**Q:** I have a column for bcc tungsten that I don't know how to read. The cell is expanded step by step, and a "smearing entropy term" comes out for each volume. The two largest volumes have no value yet. Can you tell me what to expect there?

Body-centred cubic tungsten at fixed volumes, computed with Ansatz 0.2.0 using scalar-relativistic DFT (PBEsol, PAW) without spin polarization. All runs use a plane-wave cutoff of 420 eV, an 18×18×18 k mesh and Gaussian smearing with a width of 0.1 eV. The smearing entropy term is −TS, as it enters the free energy.

```
volume (Å³/atom)  shortest distance (Å)  smearing entropy term (meV/atom)
          13.810                  2.618                            -3.860
          14.280                  2.647                            -3.850
          14.751                  2.676                            -3.780
          14.933                  2.687                            -3.670
          15.222                  2.704                            -3.490
          15.241                  2.705                            -3.480
          15.637                  2.729                            -3.420
          15.693                  2.732                            -3.430
          15.848                  2.741                            -3.460
          16.163                  2.759                            -3.550
          16.634                  2.785                                 ?
          17.262                  2.820                                 ?
```

**A:** I can try, but the name needs care first. The term isn't the entropy of hot tungsten. In a metal, the occupation of the electronic levels jumps from full to empty at the Fermi level, and a sum over a finite mesh of k points handles such a jump badly. The calculation therefore rounds the jump off over a chosen energy width, here 0.1 eV, and the term is the entropy-like part that this rounding adds to the free energy. The rounding also raises the internal energy, which cancels about half of it.

**Q:** So it is a numerical by-product. Why should it depend on the volume at all?

**A:** Because only levels close to the Fermi level take part. A level far below stays full, a level far above stays empty, and neither contributes. The size of the term is therefore a count of the levels within roughly 0.1 eV of the Fermi level. When the volume changes, that count changes too.

For a smooth spectrum the count takes a simple form. Let $\sigma$ be the smearing width and $D$ the density of states at the Fermi level, that is, the number of electronic states per eV and atom. Summing the Gaussian contributions of all levels gives

$$|\text{term}| = \tfrac{1}{2}\,\sigma^2 D .$$

The printed values are negative, so I shall speak of their size.

**Q:** Then what does expansion do to $D$?

**A:** The states near the Fermi level of tungsten are mostly 5d states. They form a band because d orbitals on neighbouring atoms overlap, and the overlap weakens quickly with distance. In the standard picture of a d band, its width falls as the fifth power of the distance, which is the volume to the power 5/3. The number of d states stays the same, so the same states are squeezed into a narrower range of energy and lie more densely. If the band keeps its shape and its filling, $D$ grows as $V^{5/3}$, where $V$ is the volume per atom.

**Q:** But the table does the opposite. The term shrinks when I go down the first rows.

**A:** It does, and this is the most important warning in the table. From 13.810 to 15.637 Å³ the size falls by 11 %, while narrowing alone would raise it by 23 %. About two thirds of the fall happens in one short stretch, between 14.751 and 15.222 Å³. A smooth narrowing of the band can't produce that, so something else governs the compressed crystal.

**Q:** What could it be?

**A:** There are two candidates, and these data don't separate them. The first is physical. The density of states of a bcc transition metal has peaks and valleys, and the Fermi level of tungsten lies in a valley. If the Fermi level shifts a little relative to this landscape, or the landscape itself changes shape, $D$ can change in either direction. The filling isn't strictly constant: the 5d population, in the three rows where it was evaluated, falls slightly on expansion, from 5.06 electrons at 14.933 Å³ to 5.02 at 15.848 Å³. Whether that is enough to explain the fall is open.

The second candidate is the mesh. Symmetry ties up to 48 mesh points together, and their levels pass the Fermi level at the same moment. There are $18^3 = 5832$ points in all, two spins per level, and a state exactly at the Fermi level contributes $\sigma/(2\sqrt{\pi}) \approx 28$ meV. One such group can thus add up to $2 \times 48/5832 \times 28 \approx 0.46$ meV. The known rows vary by 0.44 meV, about as much as one group can add. But narrowing pulls the other way, and measured against it about 1.1 meV has to be explained at 13.810 Å³, which is more than two full groups. One group could thus bend the curve in places, while the whole fall would need several acting together. That isn't out of the question, since the whole term is worth only seven or eight such groups at full strength, which makes it a coarse count.

**Q:** Is there any sign that the count is off?

**A:** There is one discrepancy. At 15.693 Å³ the formula turns the term into $D = 2 \times 0.00343/0.1^2 \approx 0.69$ states per eV. The density of states evaluated separately in the same calculation is 0.40. The formula assumes a density of states that is flat across the smearing window, and in a valley it may not be. The mesh may also be to blame, or the way the density of states was evaluated, or a different convention for the width. I therefore don't trust the absolute value of $D$ and shall use only the way the term changes with volume.

**Q:** With so much in doubt, how can you forecast anything?

**A:** By starting where the table and the argument at least agree in direction. The size has a flat minimum near 15.64 to 15.69 Å³, which is also where the computed pressure is close to zero. Beyond it the term grows, as narrowing demands. I take the four rows from 15.637 to 16.163 Å³ and fit one prefactor by least squares:

$$|\text{term}| = 0.03469\,V^{5/3},$$

in meV per atom with $V$ in Å³. The compressed rows stay out because their fall contradicts the one effect that the formula contains.

For 16.634 Å³ the power is $16.634^{5/3} \approx 108.4$, and $0.03469 \times 108.4 \approx 3.76$ meV. The same step gives 4.00 meV for 17.262 Å³. So I expect the term to keep growing.

**Q:** And how far would you trust these two numbers?

**A:** Less than the good fit to four neighbouring rows suggests. A fairer measure is to pretend that earlier rows were unknown and to apply the same scaling from one row to a later one. Over single steps of 0.47 Å³ the typical error was 0.3 meV, and over double steps it was 0.6 meV. The two forecasts reach about that far beyond the last known row, the second a little farther.

My forecasts are therefore 3.76 ± 0.3 meV at 16.634 Å³ and 4.00 ± 0.6 meV at 17.262 Å³. In those trials the scaling came out too high each time. If I miss, the computed value is more likely to lie below the forecast than above it.

**Q:** Why not simply extend the last rows with a ruler?

**A:** A straight line follows the four rows more closely than my formula does. It has two adjustable constants instead of one, and no physical reason to go on. It gives 3.66 and 3.82 meV, lower than my values but inside my error bars. The larger volume is the better place to tell the two apart.

**Q:** Then let us look.

The withheld rows as computed:

```
volume (Å³/atom)  shortest distance (Å)  smearing entropy term (meV/atom)
          16.634                  2.785                            -3.740
          17.262                  2.820                            -4.100
```

**A:** The term does keep growing. At 16.634 Å³ its size is 3.74 meV, and my forecast was 0.02 meV too high. At 17.262 Å³ it is 4.10 meV, and my forecast was 0.10 meV too low. That second miss is small, but it goes in the direction that I had called the less likely one.

**Q:** Both lie well inside your bars. Doesn't that confirm the narrowing of the band?

**A:** Not by itself. The bars are so wide that a term frozen at its last known value, 3.55 meV, would have passed as well. The straight line does worse than the scaling at both volumes, too low by 0.08 and then by 0.28 meV. This favours a growth that speeds up, but it doesn't prove what causes it.

A sharper test is to compare each step with the growth that narrowing alone would give. From 15.848 to 16.163 Å³ the term grows by only about 0.8 times that amount. In the next step the factor is 1.1, and in the last step it is 1.5. The true growth overtakes the predicted one and moves on, so the close agreement in the middle is partly a crossing of two curves with different slopes.

**Q:** Is that why the first forecast was so good?

**A:** In part, because two errors worked against each other. The fitted formula already lay 0.03 meV too high at 16.163 Å³, the last row it was fitted to. The computed term then grew by 5.4 %, against 4.9 % from narrowing, and used up part of that lead. In the final step it grew by 9.6 % against 6.4 %, and the formula was left behind.

**Q:** What drives the extra growth at the end?

**A:** The same two candidates as before. The Fermi level may be moving towards a denser part of the spectrum, or a group of mesh points may be drifting into the smearing window. The extra growth in the last step is about 3 % of 3.74 meV, or roughly 0.1 meV. That is only a fraction of what one full group of 48 points can contribute, so the mesh remains a serious suspect.

Narrowing is well-founded physics and should be part of the rise. What the numbers show is that it isn't the whole of it. Something overrules it in the compressed crystal, and something adds to it in the stretched one. Whether the two have the same cause is open.

**Q:** How would you settle it?

**A:** I would repeat a few volumes with a denser mesh and the same width. If the minimum and the steep stretch stay where they are, they belong to the calculated band structure. If they move or fade, they came from the sampling. Even a converged curve would then be that of tungsten without spin–orbit coupling, which is known to alter its bands near the Fermi level.

**Q:** And if I only want the energy as a function of volume, should this worry me?

**A:** Hardly. Between 15.693 and 17.262 Å³ the energy, extrapolated to zero smearing width, rises by about 0.14 eV per atom, while the term changes by only 0.67 meV. The term matters more as a gauge of how many levels sit at the Fermi level. When you read it that way, ask first what the volume does to the band width, then whether the Fermi level sits on flat ground or on a slope, and finally whether the mesh is fine enough to tell.
